Hirshfeld charges of the atoms in the gas-phase CuH5O4 anion (charge −1 e, spin multiplicity 2), calculated with PySCF 2.14.0 at the B3LYP/def2-SVPD level. The values come from a single-point calculation at the GFN2-xTB geometry.

| row | hirshfeld charge (e) | computed element |
| --- | --- | --- |
| 1 | 0.452 | Cu |
| 2 | -0.532 | O |
| 3 | 0.050 | H |
| 4 | -0.536 | O |
| 5 | 0.047 | H |
| 6 | -0.544 | O |
| 7 | 0.056 | H |
| 8 | -0.281 | O |
| 9 | 0.147 | H |
| 10 | 0.141 | H |

### Two kinds of oxygen

The table lists the atomic charges in a copper complex with one extra electron. Three of its oxygens, in rows 2, 4 and 6, carry about −0.54 e, while the oxygen in row 8 carries only −0.28 e. The hydrogens divide in the same way: those in rows 3, 5 and 7 lie near +0.05 e, those in rows 9 and 10 near +0.14 e.

The bonding in the molecule explains this grouping. Each of the first three oxygens holds one hydrogen, and the fourth holds two. The complex is therefore $[\mathrm{Cu(OH)_3(H_2O)}]^-$, with three hydroxides and one water around the copper. Row 8 looks irregular only as long as all four oxygens are taken to be of the same kind.

### What a Hirshfeld charge counts

A Hirshfeld charge comes from a rule for dividing the electron density. At each point in space, the density is shared among the atoms in proportion to what their neutral, free counterparts would have there. The charge of an atom is its nuclear charge less the electrons it receives in this way. Two things can therefore change it: electrons that really move, and density that lies where a neighbour has a large claim.

### The sum over a ligand

The simplest way into the table is to add up the charges of each ligand. Every hydroxide then carries about −0.49 e, and the water is neutral to within 0.01 e. A free hydroxide ion has a charge of −1 e and a free water molecule has none. The difference between the two oxygen classes thus begins with the electron that a hydroxide brings and a water does not.

About half of that electron is credited to copper. The other half remains on the hydroxide, where oxygen and hydrogen share it. The next step is to see how they do so.

### Water as a yardstick for the O–H bond

Water shows how far an O–H bond is polarised when the ligand has no charge of its own: each hydrogen gives up about 0.14 e to the oxygen. A simple model assumes the same polarisation in a hydroxide and places all the remaining ligand charge on oxygen. Only the water hydrogens set its bond value, so the hydroxide hydrogens can test it. Their total with oxygen is taken from the table, so the oxygen charges are no second test.

The model fails in an instructive way. It puts +0.14 e on the hydroxide hydrogens, where the calculation gives +0.05 e. About 0.09 e of the extra electron is therefore credited to the hydrogen, which is roughly a fifth of the charge left on the ligand. This fifth describes the present complex and is no general constant, since it rests on one comparison between two kinds of ligand.

Theory offers two reasons for the shift. An oxygen that already has extra electrons attracts those of its O–H bond less strongly, so the hydrogen keeps more of them. The density of a negative oxygen also swells outwards into the region where hydrogen has a claim under the Hirshfeld rule. Both effects make the hydrogen less positive, and the charges alone do not separate them.

Two metal spheres joined by a wire behave in a similar way: charge placed on one spreads to the other. The analogy holds for the spreading, but not for its amount. Spheres share charge according to their size and distance, whereas atoms also differ in how strongly they attract electrons, and their boundary depends on the chosen division.

### Why the oxygens differ by only a quarter of an electron

The extra electron of a hydroxide can now be followed to its destinations. About 0.51 e is credited to copper and 0.09 e to hydrogen, which leaves about 0.39 e on oxygen. That is more than the difference of 0.26 e between the two oxygen classes.

The reason is that the water oxygen has a second O–H bond from which to draw electrons. A hydroxide oxygen gains from its ionic charge but lacks this second supply of about 0.14 e. The two contributions partly cancel. A comparison of oxygen charges alone therefore understates how different the two ligands are.

### Why the water stands apart

The neutral sum of the water fits a loosely held ligand but does not prove one, because gains and losses of density can cancel in such a sum. The evidence lies in the bond to copper. The same calculation gives this bond a Mayer bond order, a measure of shared electrons, of 0.11, against at least 0.64 for each hydroxide. The water oxygen also lies 2.43 Å from copper, while the hydroxide oxygens are all closer than 1.9 Å.

The water thus keeps nearly all its electrons, and its atoms form a class of their own. The structure comes from a tight-binding method and was not relaxed with the hybrid functional used for the charges. How loosely the water is held is therefore a result for this one conformer in the gas phase. A solvent or another arrangement of the ligands could change it.

### Why copper carries so little charge

Three hydroxides and one water in a complex of charge −1 e call for $\mathrm{Cu^{2+}}$, yet row 1 gives copper only +0.45 e. Taken alone, this value might suggest copper(I). The spin speaks against it: about 0.65 of the single unpaired electron sits on copper. Copper(I) has a full 3d shell and would leave the unpaired electron almost wholly on the ligands.

How much charge can copper lose by filling the hole in its 3d shell? The $\mathrm{Cu^{2+}}$ ion has nine 3d electrons and one unpaired spin. An electron that enters the hole must pair with that spin. If a number $x$ of electrons enters, the charge $q$ of copper in units of e and its number of unpaired electrons $s$ become

$$q = 2 - x, \qquad s = 1 - x, \qquad\text{so}\qquad q = 1 + s .$$

With the computed spin, $s = 0.652$, this gives $q = 1 + 0.652 = 1.652$. The table gives 0.452, so the estimate is too positive by 1.2 e. The copper charge played no part in making it. Filling the 3d hole accounts for less than a quarter of the charge that copper has gained relative to $\mathrm{Cu^{2+}}$.

The remaining 1.2 e leaves the net spin of copper unchanged, so it consists of equal amounts of both spins. Theory names two sources. Lone pairs of the hydroxides donate into the empty 4s and 4p orbitals of copper, and a pair brings both spins. In addition, the neutral copper atom that serves as reference has a diffuse 4s shell, which gives copper a large claim on density between the atoms. The calculation leaves out relativistic effects on copper. These lower its 4s level somewhat, so the donation into that orbital may come out slightly too small.

The hydroxides also show that the 3d hole is not the only cause. Their share of the unpaired spin varies by half, from about 0.10 to 0.15 electrons, while their total charges agree to within 0.01 e. If the 3d hole alone set the charges, the hydroxides would differ by about 0.05 e. The one with the most spin also has the longest bond to copper, so a weaker donation of electron pairs may offset its larger share in the hole. The functional used here tends to spread copper(II) spin too far onto the ligands, which would make the part assigned to the 3d hole too large. The spin is also divided by the Hirshfeld rule, so this part is an estimate.

The output printed after these notes gives the ligand sums and the results of both models. Model 1 there is the one that gives every O–H bond the polarisation found in water, and model 2 is the one that only fills the 3d hole.

### Reading a similar table

The same order of steps helps with other complexes of this type. First add the charges over each ligand, and compare each sum with the charge of the free ligand. The difference shows how much charge the Hirshfeld rule credits to the rest of the complex. Then compare atoms within a ligand, remembering that an oxygen also draws charge from each of its hydrogens. Take the oxidation state of an open-shell metal from the spin and the electron count, not from its Hirshfeld charge.

One question remains open: how much of the 1.2 e has really moved to copper, and how much is only credited to it? The same division could be applied to the densities of undistorted $\mathrm{Cu^{2+}}$, $\mathrm{OH^-}$ and $\mathrm{H_2O}$, placed side by side in this geometry. Copper would then receive only what the rule gives it before any electron moves. The rest would come from donation and from the distortion of the ligand densities by the copper ion.

The analysis program printed:

```
charge of hydroxide 2-3 (e): -0.482
charge of hydroxide 4-5 (e): -0.489
charge of hydroxide 6-7 (e): -0.488
charge of the whole water 8-9-10 (e): 0.007
mean charge of hydroxide O (e): -0.5373
span of the three hydroxide O charges (e): 0.012
water O less mean hydroxide O (e): 0.2563
mean charge of hydroxide H (e): 0.051
mean charge of water H (e): 0.144
water H less hydroxide H, the miss of model 1 (e): 0.093
hydroxide O charge if all remaining ligand charge sat on O, model 1 (e): -0.6303
share of the mean hydroxide charge that reaches H (percent): 19.12
copper charge if only the 3d hole were filled, model 2 (e): 1.652
mean hydroxide charge if only the 3d hole were filled, model 2 (e): -0.884
electrons shifted to copper against Cu2+ (e): 1.548
part of the shift that lowers the copper spin (e): 0.348
part of the shift that leaves the spin unchanged, the miss of model 2 (e): 1.2
spin-lowering part of the whole shift (percent): 22.48
spin on hydroxide 2-3 (electrons): 0.104
spin on hydroxide 4-5 (electrons): 0.147
spin on hydroxide 6-7 (electrons): 0.097
span of the three Cu-O distances to hydroxide (angstrom): 0.054
```
